\section*{Margin comments on the $^2E$ level of $d^3$ and the $^2E$--$^4T_2$ crossover}

\paragraph{1. Conventions.} Octahedral $d^3$, $\Delta=10Dq$, $t_2$ orbitals at $-4Dq$ and $e$ orbitals at $+6Dq$, Racah parameters $B$ and $C$, $\gamma=C/B$, $x=\Delta/B$. Energies are in cm$^{-1}$ above $^4A_2(t_2^3)$, and spin--orbit coupling is off until comment 7. The symmetries $^4A_2$ and $^4T_2$ occur once each in $d^3$, with the same repulsion energy, so $E(^4T_2)=\Delta$ exactly at fixed nuclei. Only $^2E$ needs a matrix.

\paragraph{2. Origin of $9B+3C$.} Both $^4A_2$ and $^2E(t_2^3)$ have $yz$, $zx$, $xy$ singly occupied and differ only in spin coupling. Every pair of these orbitals has the exchange integral $K=3F_2+20F_4=3B+C$, with $B=F_2-5F_4$, $C=35F_4$. The spin-dependent energy is
\begin{equation}
-2K\sum_{i<j}\mathbf s_i\cdot\mathbf s_j=-K\left[S(S+1)-\tfrac94\right],
\end{equation}
so the two doublets, which are the two partners of $E$, lie $3K=9B+3C$ above the quartet.

\paragraph{3. The complete model has four states.} In the basis $t_2^3$, $t_2^2(^1A_1)e$, $t_2^2(^1E)e$, $e^3$ the matrix of Tanabe and Sugano (1954) is
\begin{equation}
H=\begin{pmatrix}
9B+3C&-6\sqrt2B&-3\sqrt2B&0\\
-6\sqrt2B&\Delta+23B+6C&10B&\sqrt3(2B+C)\\
-3\sqrt2B&10B&\Delta+14B+3C&2\sqrt3B\\
0&\sqrt3(2B+C)&2\sqrt3B&3\Delta+7B+4C
\end{pmatrix}.
\label{H}
\end{equation}
A test for misprints, relative signs included: at $\Delta=0$ the eigenvalues must be the free-ion doublets that contain an $E$ component, counted from $^4F$. They are $4B+3C$ ($^2G$), $9B+3C$ ($^2H$) and $20B+5C\pm\sqrt{193B^2+8BC+4C^2}$ (the two $^2D$), and Eq.~(\ref{H}) gives them.

\paragraph{4. The textbook formula is second order.} Subtracting $H_{11}$ from $H_{22}$ and $H_{33}$ gives the denominators, and $(6\sqrt2)^2=72$, $(3\sqrt2)^2=18$:
\begin{equation}
E^{(2)}=9B+3C-\frac{72B^2}{\Delta+14B+3C}-\frac{18B^2}{\Delta+5B}
\;\xrightarrow{\;\Delta\to\infty\;}\;9B+3C-\frac{90B^2}{\Delta}.
\label{E2}
\end{equation}
The element $H_{23}=10B$ is absent from this formula. It enters in third order through the loop $1\to2\to3\to1$ and its reverse,
\begin{equation}
\delta E^{(3)}=\frac{2H_{12}H_{23}H_{31}}{(H_{22}-H_{11})(H_{33}-H_{11})}=\frac{+720B^3}{(\Delta+14B+3C)(\Delta+5B)}.
\end{equation}
Collecting powers of $1/\Delta$, the term after $-90B^2/\Delta$ is $+B^2(1818B+216C)/\Delta^2$, where $1818=72\cdot14+18\cdot5+720$; fourth order starts at $\Delta^{-3}$.

Numbers for a model of Cr$^{3+}$ on the octahedral Sc site of Gd$_3$Sc$_2$Ga$_3$O$_{12}$ (GSGG): approximate inputs $Dq=1560$, $B=640$, $C=3200$ cm$^{-1}$, so $Dq/B=2.44$ and $\gamma=5$. $C$ was chosen to put the sharp line near its typical position just below 700 nm, so its position tests nothing. All digits serve to compare approximations within the model.
\begin{center}
\begin{tabular}{lr}
treatment & $E(^2E)$ / cm$^{-1}$\\ \hline
$9B+3C$ & 15360\\
strong-field form, $-90B^2/\Delta$ & 12997\\
second order ($-863$ and $-392$) & 14105\\
three states, $e^3$ dropped & 14361\\
four states, exact & 14328
\end{tabular}
\end{center}
The exact value corresponds to 698 nm. Second order is in error by $-224$ cm$^{-1}$, made of $\delta E^{(3)}=+294$ omitted and $-70$ from higher orders; three states err by $+33$. The strong-field form is unusable here, since its $\Delta^{-2}$ successor is 1.32 times the term kept.

\paragraph{5. The crossover has a closed form.} The level solves a quartic, but the crossover does not need it. Setting $E=\Delta$ in $\det(H-E)=0$ removes $\Delta$ from both $t_2^2e$ diagonal elements. In units of $B$ define
\begin{equation}
A=\begin{pmatrix}23+6\gamma&10\\10&14+3\gamma\end{pmatrix},\quad
v=-3\sqrt2\begin{pmatrix}2\\1\end{pmatrix},\quad
u=\sqrt3\begin{pmatrix}2+\gamma\\2\end{pmatrix},
\end{equation}
with $\det A=3N$, $N=74+51\gamma+6\gamma^2$. Without $e^3$, eliminating the two excited states leaves the linear condition $x=9+3\gamma-v^TA^{-1}v$, so
\begin{equation}
x_3=9+3\gamma-\frac{18(13+6\gamma)}{74+51\gamma+6\gamma^2}.
\label{x3}
\end{equation}
Three states are the smallest model that holds both denominators of Eq.~(\ref{E2}) and their coupling. Restoring $e^3$ replaces $A$ by $A-uu^T/D$ with $D=2x+7+4\gamma$. Inverting this rank-one change gives $x=x_3-a/(2x+b)$, where
\begin{equation}
a=(v^TA^{-1}u)^2=\frac{216(\gamma^2+7\gamma+7)^2}{N^2},\qquad
b=7+4\gamma-\frac{3\gamma^3+26\gamma^2+52\gamma+68}{N},
\end{equation}
the last fraction being $u^TA^{-1}u$. The positive root of this quadratic is exact for Eq.~(\ref{H}):
\begin{equation}
x_4=\tfrac14\left[2x_3-b+\sqrt{(2x_3+b)^2-8a}\right].
\label{x4}
\end{equation}
For $\gamma=5$: $N=479$, $x_3=22.384$, $a=4.226$, $b=24.175$, $x_4=22.323$. The crossover values of $Dq/B=x/10$ are
\begin{center}
\begin{tabular}{lccc}
 & $\gamma=4$ & $\gamma=4.5$ & $\gamma=5$\\ \hline
strong-field form & 1.500 & 1.730 & 1.935\\
second order & 1.862 & 2.028 & 2.192\\
three states, Eq.~(\ref{x3}) & 1.922 & 2.081 & 2.238\\
four states, Eq.~(\ref{x4}) & 1.915 & 2.074 & 2.232\\
four states, relaxed (comment 6) & 2.110 & 2.268 & 2.426
\end{tabular}
\end{center}
At fixed nuclei the levels thus cross at $Dq/B$ from 1.9 to 2.2 as $C/B$ goes from 4 to 5. The second-order formula places the crossing low by 2 to 3 per cent.

\paragraph{6. Emission compares relaxed states.} By the Hellmann--Feynman theorem $s=\partial E(^2E)/\partial\Delta=w_2+w_3+3w_4$, with $w_i$ the weights of the basis states. For the GSGG inputs $w_1=0.97$ and $s=0.030$, against slope 1 for $^4T_2$. Take one breathing mode that changes $\Delta$ linearly, leaves $B$ and $C$ fixed and has one frequency $\omega$ in all states. The relaxation energy goes as the slope squared. If $^4T_2$ relaxes by $E_R=S\hbar\omega$, with $S$ now the Huang--Rhys factor, then $^2E$ relaxes by $s^2E_R$. With the approximate inputs $S=5$, $\hbar\omega=240$ cm$^{-1}$, these are 1200 and 1.1 cm$^{-1}$: a broad band and a sharp line.

$Dq$ is read from the centre of the absorption band, which is the vertical energy $\Delta$, whereas the lowest emitting state is decided by
\begin{equation}
\delta=\Delta-E_R-E(^2E).
\end{equation}
Setting $E=\Delta-E_R$ in the determinant adds $\epsilon=E_R/B$ to $9+3\gamma$, to both diagonal elements of $A$ and to $D$, so the condition stays quadratic in $x$, and for three states
\begin{equation}
x_3(\epsilon)=9+3\gamma+\epsilon-\frac{702+324\gamma+90\epsilon}{(23+6\gamma+\epsilon)(14+3\gamma+\epsilon)-100}.
\end{equation}
With $\epsilon=1.875$ and $\gamma=5$ this gives $Dq/B=2.431$, and four states give the last row of the table. The shift is close to $\epsilon/[10(1-s)]=0.19$. A crossover at $Dq/B$ of 2.1 to 2.3 is therefore the relaxed criterion for $\gamma$ from 4 to about 4.5, and a centre with $\gamma=5$ can sit at its crossover with $Dq/B$ above 2.4.

The GSGG model has $\delta=14400-14328=72$ cm$^{-1}$; $E_R$ was chosen to make this gap small. A change of 1 per cent in $\Delta$, 156 cm$^{-1}$, moves it by 151 cm$^{-1}$.

\paragraph{7. The neglected term is as large as the gap.} The $t_2\to e$ part of $\zeta\sum_i\mathbf l_i\cdot\mathbf s_i$ promotes $xy$ to $x^2-y^2$ through $l_z$ with modulus 2, and cyclically $yz$ through $l_x$ and $zx$ through $l_y$. The quartets of the three promoted configurations are the three components of $^4T_2$. Labelling spins by orbital, with $P_Q$ and $P_D$ the quartet and doublet projectors of three spins,
\begin{equation}
4\zeta^2P_D\left[s_{1x}P_Qs_{1x}+s_{2y}P_Qs_{2y}+s_{3z}P_Qs_{3z}\right]P_D=\tfrac43\zeta^2P_D .
\end{equation}
The left side is a multiple of $P_D$ because the four $^2E$ states span one irreducible representation of the double group. Each term in the bracket has trace $\tfrac44-\tfrac59=\tfrac49$ over the doublets, and three such terms shared by four states give $\tfrac13$. Hence each $^2E(t_2^3)$ state couples to $^4T_2$ with total strength $W=2\zeta/\sqrt3$, which is 231 cm$^{-1}$ for a typical $\zeta=200$ cm$^{-1}$. Franck--Condon factors spread this over the vibrational ladder. The zero-phonon levels couple by $We^{-S/2}=19$ cm$^{-1}$, which turns the crossing into a narrow avoided one, and the whole ladder lowers $^2E$ by
\begin{equation}
W^2\sum_{n=0}^\infty\frac{e^{-S}S^n}{n!}\,\frac{1}{\delta+n\hbar\omega}=56\ \mathrm{cm^{-1}}
\end{equation}
in second order. Spin--orbit splitting of $^4T_2$ and the trigonal field of the garnet site (symmetry $S_6$), which splits $^2E$, are left out as well. The model says that $|\delta|$ is of order $10^2$ cm$^{-1}$ or less and cannot fix more. As typical knowledge, the gap in GSGG is put near 50 cm$^{-1}$; the model's value overshoots that by 22 cm$^{-1}$, less than the shift just computed.

\paragraph{8. Temperature blurs the rule.} With degeneracies 12 and 4 and equal vibrational ladders, the population ratio of $^4T_2$ to $^2E$ is $3e^{-\delta/k_BT}$. At 300 K, $k_BT=208.5$ cm$^{-1}$ and the GSGG model gives 2.1. The $^4T_2$ emission is spin allowed, so the broad band dominates although $^2E$ is the lower level. For contrast take Cr$^{3+}$ in $\alpha$-Al$_2$O$_3$, the sapphire of epitaxial substrates, with a typical $Dq=1800$ cm$^{-1}$ and, as an assumption, the same $B$, $C$ and $E_R$ ($Dq/B=2.81$). The model's $^2E$ rises by only 68 cm$^{-1}$, to 14396 cm$^{-1}$, its gap opens to $2.4\times10^3$ cm$^{-1}$, and its population ratio at 300 K falls to $3.0\times10^{-5}$.